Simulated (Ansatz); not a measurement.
# A series in volume scale on Cr

All results are calculated (Ansatz 0.2.0). Plane-wave DFT, scalar-relativistic PAW made under PBE with cores redone for the functional, no dispersion; the given relaxed cell is scaled uniformly, energy at zero smearing counts from the unscaled cell, pressure at the given Fermi-Dirac smearing is positive in compression.

The cell before it is scaled or strained (space group Im-3m, No. 229):
```
CELL_PARAMETERS angstrom
2.96360 0.00000 0.00000
0.00000 2.96360 0.00000
0.00000 0.00000 2.96360
ATOMIC_POSITIONS crystal
Cr 0.00000 0.00000 0.00000
Cr 0.50000 0.50000 0.50000
```

Settings of every row: spin polarised yes; functional r2SCAN; wave cutoff 500 eV; smearing width 0.05 eV; k mesh 17x17x17.

Atom:
| element | starting moment (Bohr magneton) |
| --- | --- |
| Cr | 2.52 |
| Cr | -2.52 |

| row | volume scale | V (Å³/atom) | pressure (GPa) | energy change per atom (meV) | largest site moment (Bohr magneton) |
| --- | --- | --- | --- | --- | --- |
| 1 | 0.88 | 11.453 | 17.81 | 75.04 | 1.93 |
| 2 | 0.92 | 11.973 | 10.14 | 30.4 | 2.14 |
| 3 | 0.96 | 12.494 | ? | ? | ? |
| 4 | 1.04 | 13.535 | -4 | 6.98 | 2.68 |
| 5 | 1.08 | 14.056 | -7.26 | 25.41 | 2.81 |
| 6 | 1.12 | 14.576 | -9.87 | 53.46 | 2.93 |

Question: what pressure and energy change per atom should row 3 give?

Worked fit of pressure. Take u = (V_r/V)^(2/3) − 1 with V_r = 13.535 Å³ an atom, which is twice the finite (Eulerian) strain; such expansions in the strain, on which the Birch-Murnaghan equation of state is built, carry the rest volume and the bulk modulus. The shown rows have u = 0.11779, 0.08518, 0, -0.02487, -0.0482. Least squares give pressure = −4.192 + 135.664 × u + 422.01 × u² GPa; a straight line predicts inner rows, each left out in turn, worse (root mean square 1.3 against 0.42 GPa). The rows lie off it by 0.17, -0.29, 0.19, 0.04, -0.12 (root mean square 0.18 GPa). The withheld row has u = 0.0548, so the fit gives −4.192 + 135.664 × (0.0548) + 422.01 × (0.0548)² = 4.51 GPa.

The calculation gave 4.44 GPa. The fit lies 0.07 GPa (1.6 % of the value, 0.25 % of the column's range) above it; its largest miss of a shown row is 0.29 GPa.

Worked fit of energy change per atom. Take u = (V_r/V)^(2/3) − 1 with V_r = 13.535 Å³ an atom, which is twice the finite (Eulerian) strain; such expansions in the strain, on which the Birch-Murnaghan equation of state is built, carry the rest volume and the bulk modulus. The shown rows have u = 0.11779, 0.08518, 0, -0.02487, -0.0482. Least squares give energy change per atom = 6.931 − 516.276 × u + 9293 × u² meV; a straight line predicts inner rows, each left out in turn, worse (root mean square 26 against 0.12 meV). The rows lie off it by -0.01, 0.02, 0.05, -0.11, 0.05 (root mean square 0.059 meV). Its lowest point lies at u = 0.0278, or V = 12.99 Å³ an atom, and the curvature there gives the bulk modulus at fixed shape and fractions, B = (4/9)(1 + u)² E″(u)/V = 108 GPa. The withheld row has u = 0.0548, so the fit gives 6.931 − 516.276 × (0.0548) + 9293 × (0.0548)² = 6.55 meV.

The calculation gave 6.97 meV. The fit lies 0.42 meV (6 % of the value, 0.62 % of the column's range) below it; its largest miss of a shown row is 0.11 meV.

The other values of row 3: largest site moment 2.35 Bohr magneton.
